Question: Why must L + S be even for two identical particles, and where does σ = 8πa² come from?

I keep meeting two claims about cold hydrogen. Two H atoms in the same hyperfine state collide only in even partial waves, with σ = 8πa² instead of 4πa², while polarised fermions have no s-wave at all. Both are said to follow from "L + S even", for bosons and fermions alike. How can one rule cover both statistics? And for doubly polarised H the electron spins form S = 1, so why is L not odd?

Answer

The spin exchange sign contains a factor (−1)^(2s) that cancels the same factor in the statistics. The S in the rule is the total spin of the two exchanged objects, which for H atoms includes the protons.

0. Premises and conventions

(P1) Symmetrisation postulate: with P the operator that swaps all labels of two identical particles, physical states obey P|Ψ⟩ = η|Ψ⟩, and H commutes with P.
(P2) Spin and statistics: η = (−1)^(2s) for spin s.
(P3) Angular momentum algebra, with spins in units of ħ and the same basis |m⟩ for both particles: s₊|m⟩ = √[(s − m)(s + m + 1)] |m + 1⟩.
(P4) Position and spin projection are the only labels. Section 4 deals with composite atoms.

L is the orbital angular momentum of the relative motion. P factorises as P = P_space P_spin.

1. Exchange sign of |S, M⟩

P_spin|m₁, m₂⟩ = |m₂, m₁⟩. The total spin S = s₁ + s₂ is symmetric in the two particles, so P_spin commutes with S_z, S₊ and S₋.

Look for states annihilated by S₊ with S_z = S. Put N = 2s − S and label one-particle states by p = s − m, with p = 0 … 2s. Then (P3) reads s₊|p⟩ = A_p|p − 1⟩ with A_p = √[p(2s + 1 − p)], which is positive for 1 ≤ p ≤ 2s and zero for p = 0. For 0 ≤ N ≤ 2s the general state with S_z = S is

|χ⟩ = Σ c_p |p, N − p⟩, p = 0 … N.

In S₊|χ⟩ the ket |p, N − 1 − p⟩ arises twice: from |p + 1, N − 1 − p⟩ by raising particle 1 and from |p, N − p⟩ by raising particle 2. Its coefficient must vanish:

c_(p+1) A_(p+1) + c_p A_(N−p) = 0, p = 0 … N − 1.   (1)

Three things follow.

(a) All the A in (1) are nonzero, so c₀ fixes every c_p. There is exactly one such state for each S = 2s, 2s − 1, … 0, and c₀ ≠ 0. Each heads a multiplet of 2S + 1 states, and Σ(2S + 1) = (2s + 1)², the whole space. Each S occurs once.

(b) P_spin|χ⟩ is also annihilated by S₊ and has the same S_z. By uniqueness P_spin|χ⟩ = ε|χ⟩. Since P_spin sends |N, 0⟩ to |0, N⟩, comparing coefficients of |0, N⟩ gives c_N = ε c₀.

(c) Iterating (1) N times gives c_N = (−1)^N c₀ (A_N A_(N−1) … A₁)/(A₁ A₂ … A_N) = (−1)^N c₀.

So ε = (−1)^N. The other members of the multiplet are S₋^k|χ⟩, and P_spin commutes with S₋, so they share the sign:

P_spin|S, M⟩ = (−1)^(2s−S) |S, M⟩.   (2)

An eigenvalue does not depend on the overall phase of |S, M⟩, so no phase convention for Clebsch–Gordan coefficients enters. The stretched state S = 2s is symmetric, and the sign alternates downwards.

2. Counting

With d = 2s + 1, the d products |m, m⟩ are symmetric, and each of the d(d − 1)/2 pairs m ≠ m′ gives one symmetric and one antisymmetric combination:

n_sym = d(d + 1)/2 = (s + 1)(2s + 1), n_anti = d(d − 1)/2 = s(2s + 1).   (3)

Summing 2S + 1 over multiplets with sign (2) gives the same: for s = 1/2, 3 and 1; for s = 1, 5 + 1 = 6 and 3; for s = 3/2, 7 + 3 = 10 and 5 + 1 = 6.

3. Orbital sign and the rule

Equal masses give R = (r₁ + r₂)/2 and r = r₁ − r₂. Exchange leaves R alone and sends r to −r. A basis function is Φ(R) [u(r)/r] Y_LM(r̂). Since r^L Y_LM is a homogeneous polynomial of degree L in x, y, z, we have Y_LM(−r̂) = (−1)^L Y_LM(r̂). The centre-of-mass and radial factors are even. With (P1), (P2) and (2),

(−1)^L (−1)^(2s−S) = (−1)^(2s).

The factor (−1)^(2s) is ±1 and cancels. S is an integer, so (−1)^(−S) = (−1)^S and

L + S even, for bosons and for fermions.   (4)

Equivalently, the spatial function has sign ε_r = (−1)^S under r → −r. Coupling L and S to a total J mixes only states of the same L and S, so (4) survives it. If H does not conserve L and S separately, it still commutes with P and connects allowed channels only to allowed channels.

The statistics has not vanished. It sits in which S a given preparation has. Fully polarised particles have S = 2s, which is even for bosons and odd for fermions. More generally, two particles in the same spin state |α⟩|α⟩ have P_spin = +1, so ε_r = η directly: even L for bosons, odd L for fermions.

4. Hydrogen atoms

Swapping two H atoms swaps two electrons and two protons, so η = (−1)(−1) = +1. Well-separated 1s atoms have four internal states each: f = 0 and f = 1 at zero field, or a, b, c, d in order of rising energy in a field. With single arrows for the electron and double arrows for the proton, b = ↓⇓ and d = ↑⇑ at any field.

When both atoms have the same f, take s → f and S → F, the total of the two atomic spins: L + F even. The pair dd has f = 1, F = 2, so L is even. For two atoms in |f = 1, m = 0⟩, the product is √(2/3)|F = 2⟩ − √(1/3)|F = 0⟩, and F = 1 is absent, as it must be for a symmetric product.

One may instead couple the two electron spins to S_e and the two proton spins to I. The internal exchange is the product of the two spin exchanges, each given by (2) with s = 1/2, so its sign is (−1)^(1−S_e) (−1)^(1−I). Setting (−1)^L times this equal to +1 gives

L + S_e + I even.   (5)

This resolves the last part of the question: dd has S_e = 1 and I = 1, so L is even. Using S_e alone in (4) forgets the protons. The two couplings count alike. Of the 16 spin states, (5) assigns 9 + 1 = 10 to even L and 3 + 3 = 6 to odd L. In the f basis the pairs (1,1), (0,0) and (0,1) give 6 + 1 + 3 = 10 symmetric and 3 + 0 + 3 = 6 antisymmetric states. The mixed pair (0,1) has F = 1 in both symmetries, so "L + F even" does not apply to it.

For D atoms the deuteron has spin 1, η = −1, the internal sign is (−1)^(1−S_e) (−1)^(2−I), and (5) results again. Doubly polarised D has S_e = 1 and I = 2, so L is odd.

5. Cross section

Take one spin channel with a central potential, reduced mass μ = m/2, relative speed v = ħk/μ, and the amplitude of the unsymmetrised problem

f(θ) = (1/k) Σ (2L + 1) e^(iδ_L) sin δ_L P_L(cos θ).

If ψ(r) solves the relative equation, so does ψ(−r), with θ → π − θ. The allowed solution, normalised to one pair in a volume V, is asymptotically

Ψ = (2V)^(−1/2) { e^(ikz) + ε_r e^(−ikz) + [f(θ) + ε_r f(π − θ)] e^(ikr)/r }.

The factor (2V)^(−1/2) normalises the two counter-running plane waves, which are orthogonal for k ≠ 0. The outgoing probability current through r² dΩ is (v/2V)|f(θ) + ε_r f(π − θ)|² dΩ. Define σ as for any pair, by (events per unit time) = σv/V. Then

σ = ½ ∫ |f(θ) + ε_r f(π − θ)|² dΩ over the full sphere.   (6)

A detector at θ fires when r points along θ or along π − θ, so it sees dσ/dΩ = |f(θ) + ε_r f(π − θ)|². The integral of this over 4π is 2σ, because each event delivers two atoms. Equation (6) counts events.

Since P_L(−x) = (−1)^L P_L(x), forbidden waves cancel in the bracket and allowed waves double. With ∫P_L P_L′ dΩ = 4π δ_LL′/(2L + 1), equation (6) gives ½ × 4 × 4π = 8π:

σ = (8π/k²) Σ (2L + 1) sin²δ_L, allowed L only.   (7)

Distinguishable particles have 4π/k² and all L.

Outside the potential the s-wave radial function is u ∝ sin(kr + δ₀). At zero energy it is a straight line, u ∝ r − a, which defines the scattering length a. Matching the two for kr ≪ 1 gives tan δ₀ → −ka. Higher waves vanish faster (section 6), so

polarised bosons: σ → 8πa², k → 0.   (8)

For polarised fermions L = 0 is missing from (7). The lowest wave has tan δ₁ → −k³V₁, with V₁ the scattering volume (V₁ = r₀³/3 for hard spheres that touch at separation r₀), so σ → 24πk⁴V₁², proportional to E².

The factor 2 in (8) is interference between f(θ) and f(π − θ). For a spin-independent potential and unpolarised particles, only the even-S fraction scatters in the s-wave. By (2) and (3) that fraction is (s + 1)/(2s + 1) for bosons and s/(2s + 1) for fermions, so σ̄ = 4πa²[1 + η/(2s + 1)], which tends to the distinguishable value at large s.

Hydrogen shows the same thing directly. In a field well above the hyperfine field (about 0.05 T, from the approximate 1420 MHz splitting divided by g_e μ_B/h), c ≈ ↑⇓. A c + d pair has S_e = 1, the same potential as dd, but its proton state is half I = 1 and half I = 0. By (5) only the I = 1 half has L = 0, so σ = ½ × 8πa² = 4πa². Flipping one proton spin halves the cross section without touching the force.

6. Range of validity

The rule (4) is exact for two identical particles under (P1) to (P4). Its limits are these.

• Two particles only. For three or more, relative motion and spin can carry mixed permutation symmetry.
• Any further label brings its own sign. For two electrons in one shell l², apply (2) to the orbital moments: the sign (−1)^(2l−L) = (−1)^L, with L now the total orbital momentum, again gives L + S even. The 3p² configuration of Si has ¹S, ³P and ¹D, 1 + 9 + 5 = 15 states. For inequivalent orbitals, such as 1s2s in Li⁺, both ¹S and ³S exist.
• For atoms, (5) classifies channels that dissociate to two ground-state atoms. Ground-state H₂ is such a channel with S_e = 0, so J + I is even, J being the rotational quantum number: even J with weight 1 (para), odd J with weight 3 (ortho). In general a Σg⁺ electronic state adds no sign, and J + I even holds for the nuclei. In ¹⁴N₂ (nuclear spin 1) equation (3) gives weight 6 to even J and 3 to odd J. The ³Σg⁻ ground state of ¹⁶O₂ (nuclear spin 0) adds a minus sign, and only odd rotational numbers N occur.

The result (8) needs more.

• One open channel. For dd or bb the electron state is pure triplet, and a is the scattering length of the b³Σu⁺ potential. Two atoms in |f = 1, m = 0⟩ still have even L, but the product ½(↑⇓ + ↓⇑)(↑⇓ + ↓⇑) has the electron-singlet part ½ × (↑↓ − ↓↑)/√2 × (⇓⇑ − ⇑⇓)/√2, of weight 1/4. Singlet and triplet potentials differ, spin exchange opens other channels, and a becomes a complex coupled-channel quantity.
• Low energy. With k cot δ₀ = −1/a + ½ r_e k² and sin²δ₀ = 1/(1 + cot²δ₀),
 σ₀ = 8πa²/[(ka)² + (1 − ½ a r_e k²)²] ≈ 8πa²[1 + k² a (r_e − a)].   (9)
 A −C₆/r⁶ tail adds a term of order k³ inside the last bracket.
• Higher waves. Define β by β⁴ = 2μC₆/ħ². For L ≥ 2 the tail dominates, and the Born phase is δ_L = k β⁴ ∫ j_L²(kr) r⁻⁴ dr = (kβ)⁴ ∫ j_L²(x) x⁻⁴ dx. For L = 2 the integral is π/315.
• The magnetic dipole force between electron spins falls as 1/r³, with length ℓ_d = 2μ(μ₀/4π)μ_B²/ħ². Its angular average vanishes in the s-wave, but it gives phases of order kℓ_d in higher waves, hence an energy-independent cross section of order ℓ_d². Polarised fermions still have no s-wave, but at the lowest energies this term replaces the k⁴ law. The same force lets dd pairs relax inelastically.
• A dilute, non-degenerate gas if σ is turned into a rate: na³ ≪ 1 and nλ³ ≪ 1, with λ = h/√(2πmk_BT).

7. Numbers for two H atoms in state d

Inputs, all approximate or typical: triplet scattering length a ≈ 1.3 a₀ (0.069 nm), effective range r_e ≈ 300 a₀, C₆ ≈ 6.5 E_h a₀⁶. The mass is m = m_p + m_e, so μ = 918.6 m_e. The gas is illustrative: T = 1 mK, n = 10¹⁴ cm⁻³.

Cross section. The model gives σ = 8π(1.3)² a₀² = 42 a₀² = 1.2 × 10⁻¹⁵ cm², against 21 a₀² for the c + d pair at high field. Since σ ∝ a², letting a run from 1.2 to 1.4 a₀ moves σ from 36 to 49 a₀². The input a was chosen as typical for spin-polarised hydrogen, so the number illustrates (8) and tests nothing about the potential.

Energy dependence. At E/k_B = 1 mK, k = √(2μE)/ħ = 2.4 × 10⁻³ a₀⁻¹ and ka = 3.1 × 10⁻³. The correction in (9) is k²a(r_e − a) = 2 × 10⁻³, far above (ka)² = 1 × 10⁻⁵. The reason is that β = 10.5 a₀ is much larger than a. Expanding, −tan δ₀/k ≈ a + ½ r_e a² k², and the coefficient ½ r_e a² has the scale of β³, so a small a means a large r_e. The correction reaches 10 per cent at about 0.04 K, whereas (ka)² = 0.1 would suggest 10 K. For hydrogen, ka ≪ 1 is not the working criterion.

Other neglected terms at 1 mK. The van der Waals d-wave has δ₂ = (π/315)(kβ)⁴ = 4 × 10⁻⁹, and by (7) σ₂/σ₀ = 5δ₂²/(ka)² = 8 × 10⁻¹². The dipolar length is ℓ_d = (m/m_e)(α²/4) a₀ = 0.024 a₀, so (ℓ_d/a)² = 4 × 10⁻⁴ sets the scale of dipolar elastic scattering. All lie well below the spread from a itself.

Collision rate. There nλ³ = 0.017 and na³ = 3 × 10⁻¹¹, so the classical dilute-gas formula applies. A volume V holds (nV)²/2 pairs, each scattering at σv/V, so events occur at ½n²σ⟨v⟩ per volume. Each event involves two atoms, so one atom collides at nσ⟨v⟩. The mean relative speed is ⟨v⟩ = √(8k_BT/πμ) = 6.5 m/s. The rate-weighted mean collision energy is 2k_BT, which doubles the correction from (9) and leaves it below one per cent. With unrounded factors the model's rate is nσ⟨v⟩ = 77 s⁻¹ per atom. A typical dipolar loss constant of order 10⁻¹⁵ cm³ s⁻¹ gives about 0.1 s⁻¹ at this density, so elastic collisions dominate by nearly three orders of magnitude. Had the atoms been distinguishable with the same potential, the model's rate would be half as large, 39 s⁻¹.